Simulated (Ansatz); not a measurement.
A series in volume scale on CdS

Results calculated with Ansatz 0.2.0, not measured. Free energy against uniform scaling of the volume at fixed shape and fractions; periodic cell, basis, potentials, k mesh and filling as listed.

The cell before it is scaled or strained (space group F-43m, No. 216):
```
CdS
1.0
      0.0000     2.9165     2.9165
      2.9165     0.0000     2.9165
      2.9165     2.9165     0.0000
Cd S
1 1
Direct
  0.00000 0.00000 0.00000
  0.25000 0.25000 0.25000
```

Settings of every row: functional PBE; dispersion none; potentials PAW; wave cutoff 470 eV; density cutoff 1880 eV; k mesh 6x6x6; k shift 0x0x0; occupations fixed; smearing width 0 eV; spin none; SCF threshold exponent -10.

| row | volume scale | V (Å³/atom) | energy above lowest point (meV/atom) |
| --- | --- | --- | --- |
| 1 | 0.92 | 22.823 | ? |
| 2 | 0.9467 | 23.485 | 50 |
| 3 | 0.9733 | 24.145 | 25.9 |
| 4 | 1 | 24.808 | 10.3 |
| 5 | 1.0267 | 25.47 | 2 |
| 6 | 1.0533 | 26.13 | 0 |
| 7 | 1.08 | 26.792 | 3.5 |

Question: what energy above lowest point should row 1 give?

Worked fit of energy above lowest point. Take u = (V_r/V)^(2/3) − 1 with V_r = 25.139 Å³ an atom, which is twice the finite (Eulerian) strain; such expansions in the strain, on which the Birch-Murnaghan equation of state is built, carry the rest volume and the bulk modulus. The shown rows have u = 0.04642, 0.02726, 0.00888, -0.00868, -0.02545, -0.04157. Least squares give energy above lowest point = 5.28 + 469.5 × u + 10436 × u² + 4260 × u³ meV/atom; a parabola predicts inner rows, each left out in turn, worse (root mean square 0.12 against 0.045 meV/atom). All shown rows lie on it to the printed digit. Its lowest point lies at u = -0.0228, or V = 26.02 Å³ an atom, and the curvature there gives the bulk modulus at fixed shape and fractions, B = (4/9)(1 + u)² E″(u)/V = 53 GPa. The withheld row has u = 0.06656, so the fit gives 5.28 + 469.5 × (0.06656) + 10436 × (0.06656)² + 4260 × (0.06656)³ = 84.0 meV/atom.

The calculation gave 83.7 meV/atom. The fit lies 0.3 meV/atom (0.36 % of the column's range) above it; its largest miss of a shown row is 0.0 meV/atom. This row lies beyond the range of the fit.
